\section*{Margin comments on the Fatuzzo--Mason relation}

\paragraph{Conventions.} Fields vary as $e^{-i\omega t}$, $s=-i\omega$, and $\mathcal{L}[g]=\int_0^\infty e^{-st}g(t)\,dt$. The slow polarisation $\mathbf{P}$ is defined by $\mathbf{D}=\varepsilon_0\varepsilon_\infty\mathbf{E}+\mathbf{P}$, so $\mathbf{P}=\varepsilon_0\chi\mathbf{E}$ with $\chi(\omega)=\varepsilon(\omega)-\varepsilon_\infty$ and $\chi(0)=\Delta=\varepsilon_s-\varepsilon_\infty$. A sphere of radius $R$ and volume $V$ is marked out in an unbounded medium, $\mathbf{M}=\int_V\mathbf{P}\,d^3r$, and $\Phi(t)=\langle\mathbf{M}(t)\cdot\mathbf{M}(0)\rangle/\langle M^2\rangle$. The relation of Fatuzzo and Mason (1967) is
\begin{equation}
\frac{\varepsilon_s\,[\varepsilon(\omega)-\varepsilon_\infty]\,[2\varepsilon(\omega)+\varepsilon_\infty]}{\varepsilon(\omega)\,[\varepsilon_s-\varepsilon_\infty]\,[2\varepsilon_s+\varepsilon_\infty]}=\mathcal{L}\left[-\frac{d\Phi}{dt}\right].
\label{eq:fm}
\end{equation}
The medium is classical, linear, isotropic and local, so $R$ must far exceed the range of molecular correlations. The numbers use typical values for dimethyl sulfoxide (DMSO) near room temperature, chosen to represent its main microwave loss by one Debye term: $\varepsilon_s=47$, $\varepsilon_\infty=5.0$, $\tau_D=20$ ps. All results are the model's, and their digits serve to compare formulas.

\paragraph{1. Two amplitudes suffice.} Without free charge, $\nabla\cdot\mathbf{D}=0$ and $\nabla\times\mathbf{E}=0$ give $\mathbf{E}=-\hat{L}\mathbf{P}/(\varepsilon_0\varepsilon_\infty)$, where $\hat{L}$ projects on the curl-free (longitudinal) part. Let $\mathbf{u}=\hat{\mathbf{z}}$ inside the sphere and zero outside. Then $\hat{L}\mathbf{u}=\nabla\psi$ with $\nabla^2\psi=\nabla\cdot\mathbf{u}$, solved by $\psi=z/3$ inside and $\psi=R^3z/(3r^3)$ outside: $\psi$ is continuous, and $\partial_r\psi$ jumps by $-\cos\theta$, as $u_r$ does. Hence
\begin{equation}
\hat{L}\mathbf{u}=\tfrac{1}{3}\mathbf{u}-\tfrac{\sqrt2}{3}\mathbf{w},\qquad
\mathbf{w}=\frac{R^3}{\sqrt2\,r^3}\,(3\cos\theta\,\hat{\mathbf{r}}-\hat{\mathbf{z}})\quad(r>R),
\end{equation}
with $\mathbf{w}=0$ inside. Since $|3\cos\theta\,\hat{\mathbf{r}}-\hat{\mathbf{z}}|^2=1+3\cos^2\theta$, one finds $\int w^2d^3r=V=\int u^2d^3r$. Applying $\hat{L}$ again and using $\hat{L}^2=\hat{L}$ gives $\hat{L}\mathbf{w}=-\sqrt2\,\hat{L}\mathbf{u}$. The plane $\mathbf{P}=p\,\mathbf{u}+q\,\mathbf{w}$ is therefore closed under $\hat{L}$, and because $\hat{L}$ is symmetric all orthogonal patterns decouple from it. In this plane
\begin{equation}
L=\frac13\begin{pmatrix}1&-\sqrt2\\-\sqrt2&2\end{pmatrix},\qquad
e_T=\frac{(\sqrt2,\,1)}{\sqrt3},\qquad e_L=\frac{(1,\,-\sqrt2)}{\sqrt3},
\end{equation}
with eigenvalues 0 and 1. As $M_z=pV$, the two amplitudes $x=(p,q)$ describe $M_z$ exactly within continuum theory. The moment of the sphere is $2/3$ transverse and $1/3$ longitudinal.

\paragraph{2. Statics: the sphere is never alone.} The free energy is the orientational cost plus the field energy,
\begin{equation}
F=\frac{V}{2\varepsilon_0}\,x^{T}Kx,\qquad K=\frac{1}{\Delta}+\frac{L}{\varepsilon_\infty},\qquad
K^{-1}=\Delta\left[(1-L)+\frac{\varepsilon_\infty}{\varepsilon_s}L\right].
\end{equation}
Equipartition gives $\langle xx^T\rangle=(\varepsilon_0k_BT/V)K^{-1}$. Three Cartesian directions then yield
\begin{equation}
\langle M^2\rangle=\varepsilon_0k_BTV\,\frac{(\varepsilon_s-\varepsilon_\infty)(2\varepsilon_s+\varepsilon_\infty)}{\varepsilon_s},
\end{equation}
the Kirkwood--Fr\"ohlich formula. For an assumed $R=3$ nm and $T=298$ K the model gives $\langle M^2\rangle^{1/2}=6.0\times10^{-28}$ C\,m. The correlation coefficient of $p$ and $q$ is $\sqrt2\,\Delta/[(2\varepsilon_s+\varepsilon_\infty)(\varepsilon_s+2\varepsilon_\infty)]^{1/2}=0.79$. This correlated polarisation of the surroundings is the source of the reaction field.

\paragraph{3. Dynamics for a Debye medium.} The local law is $\tau_D\dot{\mathbf{P}}=-\mathbf{P}+\varepsilon_0\Delta\,\mathbf{E}$. Inserting the field of comment 1 gives $\tau_D\dot{x}=-Ax$ with $A=\Delta K=1+(\Delta/\varepsilon_\infty)L$. For the inputs above $\Delta=42$, $\Delta/\varepsilon_\infty=8.4$ and
\begin{equation}
A=\begin{pmatrix}3.8&-3.96\\-3.96&6.6\end{pmatrix},
\end{equation}
with eigenvalues 1 on $e_T$ and $\varepsilon_s/\varepsilon_\infty=9.4$ on $e_L$. Fluctuations regress by the same law, $\langle x(t)x^T(0)\rangle\propto e^{-At/\tau_D}K^{-1}$. Each mode enters the $pp$ element with its geometric share times its variance, $\tfrac23\Delta$ and $\tfrac13\Delta\varepsilon_\infty/\varepsilon_s$, so
\begin{equation}
\Phi(t)=\frac{2\varepsilon_s\,e^{-t/\tau_D}+\varepsilon_\infty\,e^{-t/\tau_L}}{2\varepsilon_s+\varepsilon_\infty},\qquad \tau_L=\frac{\varepsilon_\infty}{\varepsilon_s}\tau_D .
\label{eq:phi}
\end{equation}
Here $\tau_L=2.13$ ps and the weights are 0.9495 and 0.0505. The second time signals no second molecular process. The longitudinal pattern carries bound charge, whose field stiffens it by $\varepsilon_s/\varepsilon_\infty$; the same factor shortens its time and shrinks its variance.

\paragraph{4. From the model to the general statement.} Let a probe field $f\hat{\mathbf{z}}$ act on the sphere alone, with energy $-Vpf$. For any $\varepsilon(\omega)$, $x=\varepsilon_0\chi\,[(f,0)-Lx/(\varepsilon_0\varepsilon_\infty)]$, so $p=\varepsilon_0Gf$ with $G=[(1/\chi+L/\varepsilon_\infty)^{-1}]_{pp}$. Because $\chi$ is the same scalar inside and outside, $e_T$ and $e_L$ remain eigenvectors at every frequency:
\begin{equation}
G(\omega)=\frac23\,\chi+\frac13\,\frac{\varepsilon_\infty\chi}{\varepsilon}
=\frac{(\varepsilon-\varepsilon_\infty)(2\varepsilon+\varepsilon_\infty)}{3\varepsilon}.
\label{eq:G}
\end{equation}
The classical fluctuation--dissipation theorem states that after $f$ is switched off at $t=0$, $\langle p(t)\rangle=(Vf/k_BT)\langle p(t)p(0)\rangle$, which means $G(\omega)/G(0)=\mathcal{L}[-\dot\Phi]$. With Eq.~(\ref{eq:G}) this is Eq.~(\ref{eq:fm}). In the Debye model the theorem is one line, $\mathcal{L}[-\tfrac{d}{dt}e^{-At/\tau_D}]K^{-1}=\Delta(A+s\tau_D)^{-1}=(1/\chi+L/\varepsilon_\infty)^{-1}$, since $\chi=\Delta/(1+s\tau_D)$. As a numerical test take $\omega\tau_D=1$, or $\omega/2\pi=7.96$ GHz, where $\varepsilon=26+21i$. The left side of Eq.~(\ref{eq:fm}) and the transform of Eq.~(\ref{eq:phi}) both equal $0.5247+0.4801i$, while $\chi/\Delta=(1+i)/2$.

\paragraph{5. Why the cavity factor carries $\varepsilon(\omega)$.} In a uniform Maxwell field $E$ the sphere has $p=\varepsilon_0\chi E$. With $p$ clamped to zero the sphere is a cavity of permittivity $\varepsilon_\infty$, in which the field is $E_c=3\varepsilon(\omega)E/[2\varepsilon(\omega)+\varepsilon_\infty]$. By linearity $E_c$ plays the part of $f$, and $G=\chi E/E_c$ reproduces Eq.~(\ref{eq:G}). The surroundings are driven at the frequency of the field, so the static cavity factor does not apply.

\paragraph{6. Other surroundings, other $\Phi$.} Give the exterior its own permittivity $\varepsilon_2$, that is $\chi_2=\varepsilon_2-\varepsilon_\infty$ on the $q$ diagonal. Eliminating $q$,
\begin{equation}
\frac1G=\frac1\chi+\frac{1}{3\varepsilon_\infty}-\frac{2/(9\varepsilon_\infty^2)}{1/\chi_2+2/(3\varepsilon_\infty)}=\frac1\chi+\frac{1}{\varepsilon_\infty+2\varepsilon_2},
\qquad G=\frac{(\varepsilon-\varepsilon_\infty)(\varepsilon_\infty+2\varepsilon_2)}{\varepsilon+2\varepsilon_2}.
\end{equation}
For constant $\varepsilon_2$ the amplitude $q$ follows $p$ without delay; a negative $\chi_2$ then merely corrects the background. A Debye interior gives a single time $\tau=\tau_D(\varepsilon_\infty+2\varepsilon_2)/(\varepsilon_s+2\varepsilon_2)$.
\begin{center}
\begin{tabular}{lcc}
surroundings & $G(0)$ & times (ps)\\ \hline
own medium, $\varepsilon_2=\varepsilon(\omega)$ & 29.5 & 20 and 2.13\\
non-dispersive, $\varepsilon_2=\varepsilon_s$ & 29.5 & 14.0\\
vacuum, $\varepsilon_2=1$ & 6.0 & 2.86\\
conductor, $\varepsilon_2\to\infty$ & 42 & 20
\end{tabular}
\end{center}
One $\varepsilon(\omega)$ thus belongs to four different correlation functions. In vacuum, with $y(\varepsilon)=(\varepsilon-1)/(\varepsilon+2)$,
\begin{equation}
\mathcal{L}[-\dot\Phi_{\rm vac}]=\frac{(\varepsilon-\varepsilon_\infty)(\varepsilon_s+2)}{(\varepsilon_s-\varepsilon_\infty)(\varepsilon+2)}=\frac{y(\varepsilon)-y(\varepsilon_\infty)}{y(\varepsilon_s)-y(\varepsilon_\infty)}.
\end{equation}
The instantaneous part $y(\varepsilon_\infty)$ must be subtracted before normalising, and $y(\varepsilon)/y(\varepsilon_s)$ is right only for $\varepsilon_\infty=1$.

\paragraph{7. Where Glarum and Cole part from Fatuzzo and Mason.} Glarum (1960) and Cole (1965) started from the sphere in vacuum and passed to an inner region, reaching
\begin{equation}
\frac{\varepsilon-\varepsilon_\infty}{\varepsilon_s-\varepsilon_\infty}=\left\{1+\frac{3\varepsilon_s}{2\varepsilon_s+\varepsilon_\infty}\left[\frac{1}{\mathcal{L}[-\dot\Phi]}-1\right]\right\}^{-1}.
\end{equation}
Solving for the transform gives $3\varepsilon_s(\varepsilon-\varepsilon_\infty)/[\Delta(\varepsilon+2\varepsilon_s)]$, which is the second row of the table: exact for surroundings that answer instantly with $\varepsilon_s$, and not for a medium that relaxes like the sphere. The two cases share $G(0)$. They also share the initial slope, because $G\to\Delta/(s\tau_D)$ at large $s$ for any finite $\varepsilon_2$, so $-\dot\Phi(0)=\Delta/[\tau_DG(0)]=3\varepsilon_s/[(2\varepsilon_s+\varepsilon_\infty)\tau_D]$, the inverse of 14.0 ps. They separate later. In the dispersive medium $q$ lags, its reaction field still supports the earlier $p$, and the decay slows. At $t=10$ ps the model gives $\Phi=0.576$ against 0.491, and $\int_0^\infty\Phi\,dt=19.1$ ps against 14.0 ps.

\paragraph{8. Which moment.} The full polarisation adds $\varepsilon_0(\varepsilon_\infty-1)\mathbf{E}$ to $\mathbf{P}$, which leaves the transverse part alone and divides the longitudinal part by $\varepsilon_\infty$. The slow correlation of the full moment of the embedded sphere therefore has weights $2\varepsilon_s:1/\varepsilon_\infty$, and the $\tau_L$ term drops from 0.0505 to 0.0021. Its transform is the normalised $(\varepsilon-1)(2\varepsilon+1)/(3\varepsilon)$ with the value at $\varepsilon_\infty$ subtracted. Equation~(\ref{eq:fm}) refers to the slow moment only. Reading $\Phi$ as the correlation function of one molecule needs the further assumption of an Onsager cavity, a sphere of molecular size in a continuum, which nothing above justifies.

\paragraph{9. What the Debye fit hides in DMSO.} The value 5.0 lies well above the optical $n^2$, typically 2.2, and the gap is due to faster nuclear motions such as librations. If $\mathbf{M}$ includes them, $\varepsilon_\infty$ in Eq.~(\ref{eq:fm}) becomes $n^2$, while $\varepsilon=5.0+42/(1+s\tau_D)$ still holds below their frequencies, assumed far above $1/\tau_L$. Writing $3G=2\varepsilon-n^2-n^4/\varepsilon$ and using $1/\varepsilon=1/5.0-(1/5.0-1/47)/(1+s\tau_L)$, the model gives weights 0.916 for $\tau_D$, 0.009 for $\tau_L$ and 0.075 for the fast motions. The neglected fast part exceeds the longitudinal weight under either definition, so for DMSO Eq.~(\ref{eq:phi}) fixes the slow tail of $\Phi$ and not its first picoseconds, whereas Eq.~(\ref{eq:fm}) holds for the full $\varepsilon(\omega)$.